Finite-displacement correction to Slater-Koster derivatives: the shear deformation potential b of GaAs

Statement. A two-centre block H(R), with R = Rn, changes by dH = (radial part, V′(R) n·dR) − i(dθ·L H − H dθ·L′), dθ = R × dR/R², where (L_k)_ab = −iε_kab for real p orbitals (atomic units). The band force −Tr(ρ ∂H) + Tr(W ∂S) is exact at each geometry, but using dH for a finite displacement assumes linearity. Take an orthogonal nearest-neighbour sp³ model without spin, and scale z by 1 + ε, x and y by 1 − ε/2. Define b through δE_z = 3bε_zz for traceless strain, so that the valence-band top splits as E_z − E_x = (9/2)b_eff ε. Then

b = −(2/3)V_xx V_xy/Q, b_eff = b(1 + κε + O(ε²)), κ = 1/4 + Δ²V_xy/(2V_xx Q²),

with V_xx = 4(V_ppσ + 2V_ppπ)/3, V_xy = 4(V_ppσ − V_ppπ)/3, Δ half the cation–anion p-level difference and Q = √(Δ² + V_xx²). The distance law V(R) does not enter κ.

Where the assumption enters. A rotation maps H to e^A H e^(−A′), A = −iθ·L, and the result keeps the term linear in θ. Linearity enters again when dH is traced with unperturbed eigenvectors.

Proof. The strained site symmetry D2d admits no polar vector, so there is no internal displacement. For n = (1,1,1)/√3, R·dR = 0 and dθ = ε(1/2, −1/2, 0). The exact angle obeys tan θ = |dθ|, hence θ = ε/√2 + O(ε³), and δR/R = ε²/4. The pp block is V_ppπ·1 + (V_ppσ − V_ppπ)P with P = nnᵀ. With t = (−1,−1,2)/√6,

[A,P] = θ(tnᵀ + ntᵀ), ½[A,[A,P]] = θ²(ttᵀ − nnᵀ).

The zz elements give u = n_z² − 1/3 = 2ε/3 + ε²/6, and n_x² − 1/3 = −u/2. At Γ the four bonds cancel all sp and off-diagonal pp sums. The anion–cation couplings become V_xx + 3V_xy u + δ for z and V_xx − (3/2)V_xy u + δ for x. The radial change δ is of order ε² and common to both, so it reaches the splitting at order ε³. The bonding level is E(V) = Ē − √(Δ² + V²), with Ē the mean p level, E′ = −V_xx/Q and E″ = −Δ²/Q³. Therefore

E_z − E_x = (9/2)E′V_xy u + (27/8)E″V_xy²u² = −3(V_xxV_xy/Q)ε(1 + ε/4) − (3/2)Δ²V_xy²ε²/Q³,

and division by (9/2)ε gives the statement. The 1/4 is the double commutator and depends on the strain measure: scale factors e^ε and e^(−ε/2) turn it into 1/2. The second term is the relaxation of the eigenvector.

Size in GaAs. Typical sp³ inputs are Δ = 0.0483, V_xx = 0.0718 and V_xy = 0.1866 hartree. They give Q = 0.0865, b = −0.103 hartree and κ = 0.25 + 0.40 = 0.65. At ε = 0.01, θ = 0.0071 rad and b_eff − b = −6.8×10⁻⁴ hartree. In electronvolts, the model b is −2.8 eV and the correction −0.018 eV, or 0.65 %.

Competing terms. Spin-orbit coupling gives a larger nonlinearity. With D = E_z − E_x and a strain-independent split-off gap Δ₀, energies measured from the heavy hole are 2D/3 (light hole) and D/3 − Δ₀ (split-off), coupled by √2·D/3. The light–heavy splitting is (2D/3)[1 + 3bε/(2Δ₀)] to second order. For the approximate Δ₀ = 0.0125 hartree the coefficient is −12, about 19 times κ in magnitude; the full 2×2 problem gives −14 % at ε = 0.01. A neglected on-site crystal-field block of the same form, with integrals C_σ and C_π equal on both atoms, shifts b itself by (8/9)(C_σ − C_π). A difference of only 7.6×10⁻⁴ hartree (0.02 eV) already matches the finite-strain correction in magnitude.